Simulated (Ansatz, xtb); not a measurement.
## C5H4BNS: which of two isomers lies lower

Structure X: `Bc1scnc1C#C`, a singlet. Structure Y: `Bc1cnc(C#C)s1`, a singlet. Both are isolated molecules in the gas phase, relaxed with PBE0-D3(BJ)/def2-SVP; the shapes shown needn't be the lowest conformers.

X (Å):

```xyz
12

C    -1.9102   -0.4207   -0.0321
C    -2.7660   -2.2306   -1.4256
C    -1.9946   -0.1827   -1.4124
C    -1.6129    1.0412   -2.0333
C    -1.2883    2.0825   -2.5620
B    -1.4251    0.4955    1.0856
N    -2.4749   -1.2050   -2.1749
S    -2.4793   -2.0299    0.2520
H    -1.4254    0.1121    2.2304
H    -1.0424    1.6049    0.8107
H    -3.1679   -3.1657   -1.8247
H    -1.0013    3.0046   -3.0335
```

Y (Å):

```xyz
12

C    -2.4861   -1.2285   -0.6900
C    -1.1851   -1.2018   -1.1879
C    -1.4282    0.9596   -0.9740
C    -1.1210    2.3430   -1.0146
C    -0.8887    3.5329   -1.0372
B    -3.3652   -2.4427   -0.4199
N    -0.6032   -0.0011   -1.3443
S    -2.9696    0.4093   -0.4130
H    -4.4842   -2.3229    0.0164
H    -2.9152   -3.5390   -0.6535
H    -0.6336   -2.1080   -1.4502
H    -0.6711    4.5854   -1.0617
```

Energies in hartree; the thermal terms are from GFN2-xTB frequencies at re-optimised GFN2-xTB minima (ideal gas, soft modes damped towards free rotors, one conformer each, 298.15 K, 1 atm) and include the zero-point energy:

```
                              X           Y
E, CCSD(T)/def2-SVP  −669.003423  −669.003829
    E, MP2/def2-SVP  −668.915330  −668.916159
  E, MP2/def2-TZVPP  −669.585471  −669.586080
  zero-point energy     0.072936     0.072910
       H(298 K) − E     0.081879     0.081900
       G(298 K) − E     0.040509     0.040424
```

Q: Correct the CCSD(T) difference for the basis set by the MP2 change, then work out ΔE, ΔE₀, ΔH and ΔG for X → Y in kcal/mol (1 Eh = 627.51 kcal/mol) and the equilibrium ratio [Y]/[X].

A: 1. Differences Y − X: CCSD(T) −0.000406, MP2 in the small set −0.000829, MP2 in the large set −0.000609 Eh.
2. ΔE = −0.000406 + (−0.000609 − (−0.000829)) = −0.000186 Eh = −0.12 kcal/mol.
3. ΔE₀ = ΔE + ΔZPE = −0.000186 + (−0.000026) Eh = −0.13 kcal/mol.
4. ΔH = ΔE + (+0.000021) Eh = −0.10 kcal/mol.
5. ΔG = ΔE + (−0.000085) Eh = −0.17 kcal/mol, so ΔS = (ΔH − ΔG)/T = +0.9 J/(mol K).
6. kT = 0.9442 mEh, so K = [Y]/[X] = exp(−ΔG/kT) = exp(+0.29) ≈ 1.3.

The two are too close for this level to say which is favoured. An error of 1 kcal/mol in ΔG would change K by a factor of 5.4. Mirror images and further conformers aren't counted.

As drawn, both hold the same kinds of bond in the same numbers.

Other levels gave ΔE = −0.8 (GFN2-xTB); +0.5 (HF/STO-3G, GFN2-xTB geometries); −1.0 (r2SCAN-D4/def2-SVP, GFN2-xTB geometries); −0.7 (PBE0-D3(BJ)/def2-SVP); −0.2 (HF/def2-SVP); −0.5 (MP2/def2-SVP); −0.3 (CCSD(T)/def2-SVP) kcal/mol. The correlated steps freeze 12 core orbitals. Programs: Ansatz 0.2.0, xtb 6.7.1.

The electronic difference of −0.12 kcal/mol is small because the isomers differ only in where the ethynyl group sits. Boryl stays on the carbon next to sulfur, while ethynyl moves between the two ring carbons bonded to nitrogen. In both positions the alkyne can conjugate through the ring π system with the empty boron p orbital: across one C=C bond in X, and along the longer C=N–C=C path in Y. The stabilisation is therefore probably similar. The neighbouring groups in X show no close contact, since the slim, linear alkyne points away from boron, so little steric penalty is expected. Vibrational and entropic terms also nearly cancel, as befits two equally rigid frameworks. Of the levels listed, only HF/STO-3G puts X lower, probably because a minimal basis describes polarisation and π delocalisation poorly. The ratio applies to free monomers; a real sample could behave differently, because unhindered BH₂ groups tend to dimerise through hydride bridges or bind to a thiazole nitrogen.
